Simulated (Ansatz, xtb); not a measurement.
# Relative energy of two isomers of C4H7BO2Se

We compare a, `OB(O)C1=CC[Se]C1`, a singlet, with b, `OB(O)C1=C[Se]CC1`, a singlet. Both are isolated molecules in the gas phase, relaxed with B3LYP/def2-SVP; the shapes shown needn't be the lowest conformers.

a (Å):

```xyz
15

C     0.6350   -0.2296    0.4984
C     0.0895   -1.0990    1.3685
C     0.7425   -2.4222    1.6380
C     1.9181   -0.6499   -0.1801
B    -0.0163    1.1619    0.1879
O    -1.1762    1.5017    0.8321
O     0.6166    1.9690   -0.7198
Se    2.3697   -2.4596    0.5057
H    -1.5419    2.3659    0.6107
H     0.1956    2.8192   -0.8939
H    -0.8406   -0.8587    1.8960
H     1.0178   -2.5345    2.7001
H     0.0812   -3.2658    1.3783
H     1.8089   -0.6892   -1.2754
H     2.7450    0.0430    0.0411
```

b (Å):

```xyz
15

C     0.0013   -0.5631   -0.1436
C    -1.0451    0.0451    0.4533
C     0.4972    1.7919   -0.8228
C     0.7505    0.3101   -1.1392
B     0.3443   -2.0622    0.1044
O    -0.4220   -2.7794    0.9883
O     1.4090   -2.5936   -0.5805
Se   -1.3041    1.8800    0.0220
H    -0.1672   -3.7012    1.1086
H     1.5940   -3.5243   -0.4080
H    -1.7392   -0.4413    1.1424
H     1.2142    2.1827   -0.0856
H     0.5111    2.4377   -1.7110
H     0.3876    0.0728   -2.1581
H     1.8313    0.0943   -1.1434
```

Q: Estimate which is lower in electronic energy at CCSD(T)/def2-SVP + ΔMP2/def2-TZVPP, and by roughly how much.

A: Too close to call at this level: CCSD(T)/def2-SVP + ΔMP2/def2-TZVPP gives E(b) − E(a) = −0.44 kcal/mol.

The same difference at several levels:

| level | geometry | E(b) − E(a) (kcal/mol) | departure from the last row (kcal/mol) | job, with rough time for the two |
| --- | --- | --- | --- | --- |
| GFN2-xTB | GFN2-xTB | −0.93 | −0.48 | optimisation, 0.42 s |
| HF/STO-3G | GFN2-xTB | −0.52 | −0.07 | single point, 0.64 s |
| r2SCAN-D4/def2-SVP | GFN2-xTB | −1.36 | −0.92 | single point, 5.4 s |
| B3LYP/def2-SVP | B3LYP/def2-SVP | −0.55 | −0.10 | optimisation, 56 s |
| HF/def2-SVP | B3LYP/def2-SVP | +1.61 | +2.05 | part of the CCSD(T) run |
| MP2/def2-SVP | B3LYP/def2-SVP | −0.98 | −0.54 | part of the CCSD(T) run |
| CCSD(T)/def2-SVP | B3LYP/def2-SVP | −0.55 | −0.10 | single point |
| CCSD(T)/def2-SVP + ΔMP2/def2-TZVPP | B3LYP/def2-SVP | −0.44 |  | single point, 3.5 min |

As drawn, both hold the same kinds of bond in the same numbers.

The largest departure from CCSD(T)/def2-SVP + ΔMP2/def2-TZVPP is that of HF/def2-SVP, 2.05 kcal/mol. The last row adds to CCSD(T) the change of the MP2 difference between the two basis sets, here +0.10 kcal/mol.

With thermal terms from frequencies at re-optimised GFN2-xTB minima (ideal gas, soft modes damped towards free rotors, one conformer each, 298.15 K, 1 atm): the zero-point term adds +0.52 kcal/mol; ΔH is +0.01 and ΔG +0.18 kcal/mol.

The correlated steps freeze 16 core orbitals; the filled d shell of Se is correlated, in a basis made for valence electrons. Programs: Ansatz 0.2.0, xtb 6.7.1; the last row on 4 threads of Arm Neoverse V1 on a shared host.

The two isomers are practically degenerate: the electronic preference for b is only −0.44 kcal/mol, and the thermal terms turn it into a ΔG of +0.18 kcal/mol, so neither is meaningfully favoured at room temperature. Both keep the C=C bond conjugated with boron, but only b also places selenium on the alkene, where its lone pair can donate through the π system towards the boron p orbital. That push–pull gain is probably small because the two hydroxyl oxygens already donate to boron and the diffuse selenium 4p orbital overlaps only modestly with carbon 2p. In a, the alkene instead carries a second alkyl substituent, whose hyperconjugation, along with differences in ring strain, may offset much of the gain.

Hartree–Fock with def2-SVP favours a by 1.61 kcal/mol, whereas MP2 and CCSD(T) in the same basis favour b, so correlation decides the sign. This suggests that correlation stabilises the more extended selenium–alkene π system. The near agreement of HF/STO-3G with the last row is therefore best read as error cancellation.
